## One fluid made of carriers and phonons

In a clean crystal at low temperature, collisions among electrons, holes and phonons can be much more frequent than collisions that destroy crystal momentum. All species then drift together. We derive the thermopower, resistivity and heat flow of this fluid, first for carriers of one sign and then for a compensated semimetal such as antimony.

**Conventions.** $e>0$. Electron and hole densities are $n$ and $p$, and $\rho_c=(p-n)e$. Entropies $s_a$ and heat capacities are per volume, and $s=s_e+s_h+s_{ph}$. The field a voltmeter senses is $\mathcal E=E+\nabla\mu/e$, and $J=\sigma(\mathcal E-S\nabla T)$ defines $S$. $\sum_k$ is a sum per volume, including spin and pockets.

**Premises.**
1. Fermi pockets are closed, $\mathbf k$ is measured from each pocket centre, and thermal phonons lie far from the zone boundary.
2. Normal collisions (length $\ell$) are fast. Umklapp, defect and interpocket scattering (length $\ell_R$) are slow.
3. Response is linear and steady. The sample is a slab of width $W\gg\ell$ along $y$, unbounded along $z$, with flow along $x$ and no slip at the walls.
4. The sample is long enough for recombination to enforce $\mu_h=-\mu$ away from its ends.

## Step 1. The state that collisions leave alone

Take $f=f_0(\varepsilon-\hbar\mathbf k\cdot\mathbf u)$ for electrons and $N=N_0(\hbar\omega-\hbar\mathbf q\cdot\mathbf u)$ for phonons. The net rate of emission $\mathbf k\to\mathbf k'+\mathbf q$ is proportional to $f(1-f')(1+N)-f'(1-f)N$. Use
$$\frac{f}{1-f}=e^{-(\varepsilon-\hbar\mathbf k\cdot\mathbf u-\mu)/k_BT},\qquad \frac{N}{1+N}=e^{-(\hbar\omega-\hbar\mathbf q\cdot\mathbf u)/k_BT}.$$

**Predict:** does the net rate vanish for $\mathbf u\neq0$?

It does. The ratio of the two terms is $\exp\{-[\varepsilon-\varepsilon'-\hbar\omega-\hbar(\mathbf k-\mathbf k'-\mathbf q)\cdot\mathbf u]/k_BT\}$, which equals 1 when energy and momentum are both conserved. If the drifts differ, the lowest-order effect is a friction force density $-\gamma_e(u_e-u_{ph})$ on the electrons and its opposite on the phonons.

## Step 2. One identity for three fluxes

Define $\phi(\varepsilon)=k_BT\ln[1+e^{-(\varepsilon-\mu)/k_BT}]$ for fermions and $\phi=-k_BT\ln[1-e^{-\varepsilon/k_BT}]$ for phonons. In both cases $\phi'=-f_0$, and $P=\sum_k\phi$ is minus the grand potential per volume, so $dP=s\,dT+n\,d\mu$ at fixed lattice. With $v_j=\partial\varepsilon/\hbar\partial k_j$, integrate by parts. The surface term vanishes by premise 1:
$$\sum_k\hbar k_iv_jf_0=-\sum_k k_i\frac{\partial\phi}{\partial k_j}=\delta_{ij}P .$$
The equilibrium momentum flux is an isotropic pressure for any dispersion.

To first order the drift adds $\delta f=(-f_0')\,\hbar\mathbf k\cdot\mathbf u$.

**Predict:** which derivatives of the identity give the particle and heat currents?

Since $\partial f_0/\partial\mu=-f_0'$ and $T\,\partial f_0/\partial T=(\varepsilon-\mu)(-f_0')$,
$$\sum_k v_j\,\delta f=\frac{\partial P}{\partial\mu}u_j=nu_j,\qquad \sum_k(\varepsilon-\mu)v_j\,\delta f=T\frac{\partial P}{\partial T}u_j=Ts\,u_j .$$
Holes obey the same relations in hole energy and hole wave vector. Summing the species, a common drift carries
$$J=\rho_cu,\qquad q=Tsu .$$
For phonons far below the Debye temperature $C_{ph}\propto T^3$, so $s_{ph}=\int_0^TC_{ph}\,dT'/T'=C_{ph}/3$. For degenerate carriers the heat capacity is $\gamma_ST$, and the entropy equals it.

## Step 3. Momentum balance

Multiply the Boltzmann equation of each species by $\hbar\mathbf k$ and sum over states. The streaming term gives the divergence of the momentum flux. The force term, integrated by parts, gives charge density times $E$. For electrons, $-\nabla P_e-neE=-s_e\nabla T-ne\mathcal E$. For holes, premise 4 gives $-s_h\nabla T+pe\mathcal E$. For phonons the force is $-s_{ph}\nabla T$.

Shear adds a flux. With relaxation time $\tau$, $\delta f=-\tau v_y\hbar k_x(-f_0')\,\partial_yu$, and the flux is $-\eta\,\partial_yu$ with $\eta=\tau\sum_k(\hbar k_xv_y)^2(-f_0')$. For isotropic dispersion the angular average of $\hat k_x^2\hat k_y^2$ is $1/15$. A degenerate gas with Fermi momentum $p_F$ has density of states $3n/p_Fv_F$. Phonons of speed $v$ have $\sum(\hbar\omega)^2(-N_0')=TC_{ph}$. Hence
$$\eta_e=\tfrac15\,np_F\ell,\qquad \eta_{ph}=\frac{TC_{ph}\ell_{ph}}{15v}.$$
Normal collisions cancel in the sum over species. With $\eta=\sum_a\eta_a$,
$$\eta\,u''(y)=-\mathcal F,\qquad \mathcal F=\rho_c\mathcal E-s\nabla T .$$
No slip at $y=\pm W/2$ gives $u=(\mathcal F/2\eta)(W^2/4-y^2)$. Averaging over the width,
$$\bar u=G\mathcal F,\qquad G=\frac{W^2}{12\eta}.$$

## Step 4. Electrons only

Set $p=0$, so $\rho_c=-ne$.

**Predict:** what field appears in open circuit?

$J=0$ forces $\bar u=0$, hence $\mathcal F=0$ and
$$S=-\frac{s_e+s_{ph}}{ne},\qquad s_{ph}=\frac{C_{ph}}{3}.$$
The field on the electrons holds back the pressure gradient of both gases. The Peltier coefficient from Step 2 is $q/J=-Ts/ne=TS$, as the Kelvin relation demands. The locking is not perfect. Phonons slip past the electrons at about $s_{ph}|\nabla T|/\gamma_e$. The combination $\sum_a\eta_au_a$ still obeys the parabolic equation, so the slip reduces the drag term by a fraction of order $12\eta_{ph}/\gamma_eW^2$.

**Predict:** at $\nabla T=0$, does $\gamma_e$ enter the resistivity?

From $J=\rho_c\bar u=\rho_c^2G\mathcal E$,
$$\rho=\frac{12(\eta_e+\eta_{ph})}{(neW)^2}.$$
The friction is absent. To see where the Bloch–Grüneisen term went, consider the bulk and let phonons lose momentum to the lattice with force density $-\Gamma u_{ph}$. Then $-ne\mathcal E=\gamma_e(u_e-u_{ph})=\Gamma u_{ph}$, and $J=-neu_e$ gives
$$\rho_{bulk}=\frac{1}{(ne)^2}\,\frac{\gamma_e\Gamma}{\gamma_e+\Gamma}.$$
The Bloch–Grüneisen result $\gamma_e/(ne)^2$ is the limit $\Gamma\gg\gamma_e$, in which phonons stay at rest. For $\Gamma\to0$ the bulk resistivity vanishes and only the walls resist. Because $\eta_e\propto\ell$, more frequent normal collisions lower the channel resistivity.

## Step 5. The compensated case

Set $p=n$, so $\rho_c=0$.

**Predict:** does $S=s/\rho_c$ diverge, and does heat still drift?

The field drops out of the total force, so nothing opposes $-s\nabla T$. The fluid flows to the cold end, where the pairs recombine, and it carries heat but no charge:
$$q=Ts\bar u=-\kappa_d\nabla T,\qquad \kappa_d=\frac{Ts^2W^2}{12\eta}.$$
Charge must now move by relative motion, so the species need separate equations. Outside wall layers of thickness about $\sqrt{\eta_a/\gamma_a}$ the velocity differences are uniform. Let $\gamma_{eh}$ be a direct electron–hole friction.

*Resistivity.* At $\nabla T=0$ put $d=u_h-u_e$. Phonon balance, $\gamma_e(u_e-u_{ph})+\gamma_h(u_h-u_{ph})=0$, gives $u_e-u_{ph}=-\gamma_hd/(\gamma_e+\gamma_h)$. The electron equation $-ne\mathcal E=\gamma_e(u_e-u_{ph})-\gamma_{eh}d$ and $J=ned$ then give
$$\rho_0=\frac1{\sigma_0}=\frac{1}{(ne)^2}\left[\gamma_{eh}+\frac{\gamma_e\gamma_h}{\gamma_e+\gamma_h}\right].$$
Normal carrier–phonon scattering does resist current here. Electrons and holes pull the phonons in opposite directions, and the phonons cannot follow both.

*Thermopower.* In open circuit $u_e=u_h$, so $\gamma_{eh}$ drops out. All species share the curvature $u''=s\nabla T/\eta$. Put $a_i=\eta_is/\eta-s_i$ and $w=u_e-u_{ph}$:
$$a_e\nabla T-ne\mathcal E=\gamma_ew,\qquad a_h\nabla T+ne\mathcal E=\gamma_hw .$$
Eliminating $w$,
$$S_0=\frac{\gamma_ha_e-\gamma_ea_h}{ne(\gamma_e+\gamma_h)} .$$
This is finite and vanishes for symmetric bands. It is at most $s/ne$ in magnitude: $neS_0$ is the weighted mean of $a_e$ and $-a_h$ with weights $\gamma_h/(\gamma_e+\gamma_h)$ and $\gamma_e/(\gamma_e+\gamma_h)$, and each $a_i$ is a difference of two numbers between 0 and $s$, so $|a_i|\le s$. As a test, at $\nabla T=0$ the combination $\sum_a\eta_au_a$ has no curvature and vanishes at both walls, so it vanishes everywhere. This fixes $u_{ph}$, and $T\sum_as_au_a$ comes out as $TS_0J$.

*Slight imbalance.* Keep $\sigma_0$ and $S_0$ at their compensated values and add the two channels, $J=\rho_c\bar u+\sigma_0(\mathcal E-S_0\nabla T)$. Setting $J=0$,
$$S=\frac{\rho_csG+\sigma_0S_0}{\rho_c^2G+\sigma_0}.$$
The full-drag value $s/\rho_c$ requires $\rho_c^2G\gg\sigma_0$. For $S_0=0$ the open-circuit drift conductivity is $\kappa_d\,\sigma_0/(\sigma_0+\rho_c^2G)$, which shows that compensation is what lets the drift survive in a heat-flow experiment.

## Step 6. The competitor

**Predict:** is $\kappa_d$ the whole thermal conductivity?

No. Heat also diffuses relative to the drift. In the same relaxation-time model, $\kappa=(\ell/3T)\sum_kv(\varepsilon-\mu)^2(-f_0')$. For degenerate carriers $\int(\varepsilon-\mu)^2(-f_0')\,d\varepsilon=\pi^2k_B^2T^2/3$, and for phonons the sum is $vTC_{ph}$, so
$$\kappa_0=\frac{\pi^2}{3}nk_B^2T\ell\left(\frac1{p_e}+\frac1{p_h}\right)+\frac13C_{ph}v\,\ell_{ph},$$
with $p_e$, $p_h$ the Fermi momenta. Since $\kappa_d\propto W^2/\ell$ and $\kappa_0\propto\ell$, their ratio scales as $(W/\ell)^2$.

## Range of validity

- **Walls.** A slip length $b$ adds $b|u'|=\mathcal FWb/2\eta$ to the profile and multiplies $G$ by $1+6b/W$. One expects $b\sim\ell$ for rough walls.
- **Momentum loss.** A bulk loss $-\Gamma u$ gives $\bar u=(\mathcal F/\Gamma)(1-\tanh x/x)$ with $x=W/2D$ and $D^2=\eta/\Gamma$. Expanding, $G$ is multiplied by $1-W^2/10D^2$. With $\Gamma=np_F/\ell_R$ and $\eta=np_F\ell/5$ the condition is $\ell_R\gg W^2/2\ell$.
- **Coupling.** A pocket absorbs only phonons with $q<2k_F$, so $T$ must lie well below $T_{BG}=2\hbar k_Fv/k_B$.
- **Geometry.** The factor 12 belongs to the slab. In a round wire of diameter $W$, $u=\mathcal F(W^2/4-r^2)/4\eta$ and the factor is 32. In a crystal $\eta$ means the component $\eta_{xyxy}$.
- **Statistics.** $s_{ph}=C_{ph}/3$ holds only in the $T^3$ range. Magnetic fields are excluded.

## Illustration: a model of antimony at 4 K

Typical inputs: $n=p=5.5\times10^{19}$ cm$^{-3}$ in three electron and six hole pockets, $\theta_D=210$ K, $\gamma_S=0.11$ mJ mol$^{-1}$ K$^{-2}$ for both carriers together, and molar volume $V_m=18.2$ cm$^3$ mol$^{-1}$. Assumed: spherical pockets (the real ones are elongated), $W=1$ mm, one carrier length $\ell=0.1$ mm set by phonons, so $\gamma_i=np_i/\ell$, and $\gamma_{eh}=0$.

*Thermodynamics.* $C_{ph}=(12\pi^4/5)(R/V_m)(T/\theta_D)^3=738$ J m$^{-3}$ K$^{-1}$. In the same unit $s_{ph}=246$, $s_e+s_h=\gamma_ST/V_m=24.2$ and $s=270$. Also $ne=8.81\times10^6$ C m$^{-3}$.

*Wave vectors.* $k_F=(3\pi^2n/g)^{1/3}$ for $g$ pockets gives $0.816$ nm$^{-1}$ (electrons) and $0.647$ nm$^{-1}$ (holes). The Debye speed is $v=k_B\theta_D/\hbar(6\pi^2N_A/V_m)^{1/3}=2.20$ km/s. Then $T_{BG}=27$ K and $22$ K, well above 4 K. The short axes of real pockets lower these values.

*Phonon path.* Friction is mutual, so $\ell_{ph}$ is not free. For linear dispersion $\hbar\mathbf q=\hbar\omega\mathbf v/v^2$, so the phonon momentum density is the heat current over $v^2$, namely $Ts_{ph}u/v^2$. It relaxes in the time $\ell_{ph}/v$, hence $\gamma_e+\gamma_h=Ts_{ph}/v\ell_{ph}$. With $\gamma_e+\gamma_h=8.49\times10^4$ kg m$^{-3}$ s$^{-1}$ this gives $\ell_{ph}=5.3$ μm.

*Viscosity.* $\eta_e=94.6$, $\eta_h=75.1$, $\eta_{ph}=0.47$ and $\eta=170$ μPa s. Phonons hold most of the entropy and carriers nearly all of the viscosity.

**Predict:** which of Steps 4 and 5 describes this crystal?

Step 5. The contrast is instructive. With the holes removed and the other numbers kept, the phonon part of $S$ would be $-s_{ph}/ne=-28$ μV/K, and the channel resistivity would be 1.5 nΩ cm against $\gamma_e/(ne)^2=61$ nΩ cm for phonons at rest. With the holes present the model gives the following.

- $\rho_0=27$ nΩ cm.
- $\eta_i$ and $\gamma_i$ are both proportional to $p_i$, so the terms in $s$ cancel in $S_0$. What remains is $(\gamma_es_h-\gamma_hs_e)/[ne(\gamma_e+\gamma_h)]$, below $(s_e+s_h)/ne=2.7$ μV/K in magnitude. Diffusion thermopower from energy-dependent scattering, left out here, is of the same order, and unequal electron and hole lengths would restore part of the scale $s/ne=31$ μV/K. The model fixes neither sign nor size of $S_0$.
- $\rho_c^2G=\sigma_0$ needs $|p-n|/n\approx0.31$, a rough figure since the formula assumes a small imbalance. Full drag is out of reach without heavy doping.
- $\kappa_d=1.4\times10^2$ W m$^{-1}$ K$^{-1}$, while $\kappa_0=3.7\times10^2$ W m$^{-1}$ K$^{-1}$, of which phonons supply 2.9. The ratio is 0.39. The two terms are equal at $W/\ell\approx16$. At 2 K, where $s=43$ J m$^{-3}$ K$^{-1}$, equality needs $W/\ell\approx100$.

Corrections at these inputs are large. Slip with $b=\ell$ raises $\kappa_d$ by the fraction 0.6, and the parabolic profile needs $\ell_R\gg5$ mm. These numbers are the model's. As typical knowledge, pure millimetre-size antimony crystals near 4 K have resistivities of tens of nΩ cm that are mostly residual, with a temperature-dependent part of roughly 5 to 10 nΩ cm. Read through the model, their normal-collision length is a few times longer than assumed. Momentum loss $\Gamma_i=np_i/\ell_R$ on each carrier gives $-ne\mathcal E=\Gamma_eu_e$ and $ne\mathcal E=\Gamma_hu_h$, hence a residual resistivity $\Gamma_e\Gamma_h/[(\Gamma_e+\Gamma_h)(ne)^2]$ of the same form as $\rho_0$. This is 27 nΩ cm for $\ell_R=0.1$ mm and only 2.7 nΩ cm for $\ell_R=W$. Tens of nΩ cm therefore mean $\ell_R\sim W/10$, shorter than the normal-collision length, so premise 2 fails. At $\ell_R=0.1$ mm the loss caps the drift conductivity at $Ts^2/(\Gamma_e+\Gamma_h)=3.4$ W m$^{-1}$ K$^{-1}$, a factor 42 below the parabolic value. The model thus overstates $\kappa_d$ by tens of times. In such crystals transport is limited by momentum-relaxing scattering with a path well below $W$, and the common drift is a small correction.